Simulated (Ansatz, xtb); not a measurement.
# CH11PSSi3: which of two isomers lies lower

We compare a, `CS[SiH2]P([SiH3])[SiH3]`, a singlet, with b, `C[SiH2]S[Si@H]([SiH3])P`, a singlet. Both are isolated molecules in the gas phase, relaxed with PBE-D3(BJ)/def2-SVP, each in the lowest conformer that the search found.

**Question.** Estimate which is lower in electronic energy at CCSD(T)/def2-SVP + ΔMP2/def2-TZVPP, and by roughly how much.

**Answer.** The CCSD(T)/def2-SVP + ΔMP2/def2-TZVPP calculation puts structure b lower, by 13.4 kcal/mol.

The same difference at several levels:

```tsv
level	geometry	E(b) − E(a) (kcal/mol)	departure from the last row (kcal/mol)	job, with rough time for the two
GFN2-xTB	GFN2-xTB	+3.2	+16.7	optimisation, 0.62 s
HF/STO-3G	GFN2-xTB	−14.1	−0.7	single point, 0.58 s
r2SCAN-D4/def2-SVP	GFN2-xTB	−13.5	−0.1	single point, 6.3 s
PBE-D3(BJ)/def2-SVP	PBE-D3(BJ)/def2-SVP	−12.6	+0.9	optimisation, 89 s
HF/def2-SVP	PBE-D3(BJ)/def2-SVP	−15.9	−2.4	part of the CCSD(T) run
MP2/def2-SVP	PBE-D3(BJ)/def2-SVP	−12.3	+1.2	part of the CCSD(T) run
CCSD(T)/def2-SVP	PBE-D3(BJ)/def2-SVP	−13.1	+0.3	single point
CCSD(T)/def2-SVP + ΔMP2/def2-TZVPP	PBE-D3(BJ)/def2-SVP	−13.4		single point, 92 s
```

As drawn, b has 1 C–Si, 1 S–Si, 1 Si–Si, 2 P–H in place of 1 C–S, 2 P–Si, 2 Si–H.

GFN2-xTB puts the two in the other order. The largest departure from CCSD(T)/def2-SVP + ΔMP2/def2-TZVPP is that of GFN2-xTB, 16.7 kcal/mol. The last row adds to CCSD(T) the change of the MP2 difference between the two basis sets, here −0.3 kcal/mol.

With thermal terms from frequencies at re-optimised GFN2-xTB minima (ideal gas, soft modes damped towards free rotors, one conformer each, 298.15 K, 1 atm): the zero-point term adds 0.0 kcal/mol; ΔH is −13.2 and ΔG −13.8 kcal/mol.

The correlated steps freeze 26 core orbitals. Mirror images aren't counted in ΔG. Codes used: Ansatz 0.2.0, xtb 6.7.1; the last row on 4 threads of Arm Neoverse V1 on a shared host.

Isomer b is clearly favoured, and the preference probably comes from where silicon sits. In b, sulfur bridges two silicon atoms and carbon is also bound to silicon, so a nearly nonpolar C–S bond gives way to polar C–Si and S–Si bonds, strengthened by the electronegativity difference. This gain seems to outweigh the less favourable part of the exchange, in which P–Si and Si–H bonds are traded for Si–Si and P–H.

The preference is already present at Hartree–Fock level; correlation reduces it without creating it. GFN2-xTB's reversed order lies mainly in its energies rather than its geometries, since r2SCAN-D4 on those same structures gives −13.5 kcal/mol. The close result from HF/STO-3G, by contrast, probably reflects cancellation between basis-set and correlation errors. Thermal terms barely alter the gap, as expected for isomers with similarly flexible single-bonded skeletons. The ordering is thermodynamic and says nothing about how readily a would rearrange to b.
